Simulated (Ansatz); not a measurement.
A series in volume scale on ZnO

Results calculated with Ansatz 0.2.0, not measured. Free energy against uniform scaling of the volume at fixed shape and fractions; periodic cell, basis, potentials, k mesh and filling as listed.

The cell before it is scaled or strained (space group P6_3mc, No. 186):
```
ZnO
1.0
      3.2493     0.0000     0.0000
     -1.6247     2.8140     0.0000
      0.0000     0.0000     5.2057
Zn O
2 2
Direct
  0.33333 0.66667 0.50000
  0.66667 0.33333 0.00000
  0.66667 0.33333 0.37901
  0.33333 0.66667 0.87901
```

Settings of every row: functional revPBE; dispersion none; potentials PAW; wave cutoff 470 eV; density cutoff 1880 eV; k mesh 6x6x4; k shift 0x0x0; occupations fixed; smearing width 0 eV; spin none; SCF threshold exponent -7.

```
row  volume scale  V (Å³/atom)  energy above lowest point (meV/atom)
  1          0.88       10.472                                     ?
  2          0.92       10.948                                 108.1
  3          0.96       11.424                                    51
  4             1         11.9                                  16.6
  5          1.04       12.376                                   0.8
  6          1.08       12.852                                     0
  7          1.12       13.328                                  11.5
```

Question: what energy above lowest point should row 1 give?

Worked fit of energy above lowest point. Take u = (V_r/V)^(2/3) − 1 with V_r = 12.138 Å³ an atom, which is twice the finite (Eulerian) strain; such expansions in the strain, on which the Birch-Murnaghan equation of state is built, carry the rest volume and the bulk modulus. The shown rows have u = 0.07121, 0.04124, 0.01329, -0.01286, -0.03739, -0.06045. Least squares give energy above lowest point = 6.63 + 600.85 × u + 11411.7 × u² + 2283 × u³ meV/atom; a parabola predicts inner rows, each left out in turn, worse (root mean square 0.22 against 0.049 meV/atom). All shown rows lie on it to the printed digit. Its lowest point lies at u = -0.0265, or V = 12.64 Å³ an atom, and the curvature there gives the bulk modulus at fixed shape and fractions, B = (4/9)(1 + u)² E″(u)/V = 120 GPa. Letting shape and atoms relax would as a rule lower it, by much in layered, chain or molecular crystals. The withheld row has u = 0.10343, so the fit gives 6.63 + 600.85 × (0.10343) + 11411.7 × (0.10343)² + 2283 × (0.10343)³ = 193.4 meV/atom.

The calculation gave 193.4 meV/atom. The fit meets it to the printed digit. This row lies beyond the range of the fit.
